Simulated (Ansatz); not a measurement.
# PtPb: the change of energy less free atoms and pressure with volume scale

All results are calculated (Ansatz 0.2.0). Periodic Kohn-Sham DFT of a crystal at fixed atoms, scaled to volume_scale times the given cell; pressure positive in compression, energy less spherical unpolarised free atoms, largest_vzz the field gradient of largest size among the nuclei.

The cell before it is scaled or strained (space group P6_3/mmc, No. 194):
```
cell vectors (Å)
   4.2500     0.0000     0.0000
  -2.1250     3.6806     0.0000
   0.0000     0.0000     5.4560
atoms (fractions of the cell vectors)
Pt  0.33333  0.66667  0.25000
Pt  0.66667  0.33333  0.75000
Pb  0.00000  0.00000  0.00000
Pb  0.00000  0.00000  0.50000
```

Settings of every row: method all-electron LAPW; functional LDA; relativity scalar; k mesh 10x10x7; filling fermi-dirac; smearing width 0.05 eV; basis error target 0.5 meV/atom; nucleus gaussian.

Atom start moment: 0 on all atoms.

Limits: no spin-orbit coupling on heavy atoms.

```
row  volume scale  V (Å³/atom)  energy less free atoms (eV/atom)  pressure (GPa)
  1          0.94       20.056                           -5.3443          16.148
  2          0.96       20.483                           -5.3825          12.557
  3          0.98        20.91                           -5.4116           9.364
  4          0.99       21.123                           -5.4231           7.907
  5             1       21.336                           -5.4327           6.538
  6          1.01        21.55                           -5.4405           5.251
  7          1.02       21.763                                 ?               ?
  8          1.04        22.19                           -5.4545           1.853
  9          1.06       22.617                           -5.4568          -0.069
```

Question: what energy less free atoms and pressure should row 7 give?

Worked fit of energy less free atoms. Take u = (V_r/V)^(2/3) − 1 with V_r = 21.23 Å³ an atom, which is twice the finite (Eulerian) strain; such expansions in the strain, on which the Birch-Murnaghan equation of state is built, carry the rest volume and the bulk modulus. The shown rows have u = 0.03865, 0.02417, 0.01018, 0.00337, -0.00331, -0.00992, -0.02905, -0.04131. Least squares give energy less free atoms = −5.42813 + 1.4322 × u + 18.485 × u² + 14.9 × u³ eV/atom; a parabola predicts inner rows, each left out in turn, worse (root mean square 0.00023 against 2.9e-05 eV/atom). All shown rows lie on it to the printed digit. Its lowest point lies at u = -0.0407, or V = 22.6 Å³ an atom, and the curvature there gives the bulk modulus at fixed shape and fractions, B = (4/9)(1 + u)² E″(u)/V = 96.6 GPa. Letting shape and atoms relax would as a rule lower it, by much in layered, chain or molecular crystals. The withheld row has u = -0.01639, so the fit gives −5.42813 + 1.4322 × (-0.01639) + 18.485 × (-0.01639)² + 14.9 × (-0.01639)³ = -5.4467 eV/atom.

The calculation gave -5.4467 eV/atom. The fit meets it to the printed digit.

Worked fit of pressure. Take u = (V_r/V)^(2/3) − 1 with V_r = 21.23 Å³ an atom, which is twice the finite (Eulerian) strain; such expansions in the strain, on which the Birch-Murnaghan equation of state is built, carry the rest volume and the bulk modulus. The shown rows have u = 0.03865, 0.02417, 0.01018, 0.00337, -0.00331, -0.00992, -0.02905, -0.04131. Least squares give pressure = 7.2105 + 204.591 × u + 688.74 × u² GPa; a straight line predicts inner rows, each left out in turn, worse (root mean square 0.36 against 0.0034 GPa). The rows lie off it by 0.001, -0.001, -0.001, -0.001, -0.003, 0.002, 0.005, -0.003 (root mean square 0.0025 GPa). The pressure vanishes at u = -0.0409, or V = 22.6 Å³ an atom, and there the bulk modulus at fixed shape and fractions is B = −V dP/dV = (2/3)(1 + u) dP/du = 94.8 GPa. Letting shape and atoms relax would as a rule lower it, by much in layered, chain or molecular crystals. The withheld row has u = -0.01639, so the fit gives 7.2105 + 204.591 × (-0.01639) + 688.74 × (-0.01639)² = 4.042 GPa.

The calculation gave 4.044 GPa. The fit lies 0.002 GPa (0.012 % of the column's range) below it; its largest miss of a shown row is 0.005 GPa.
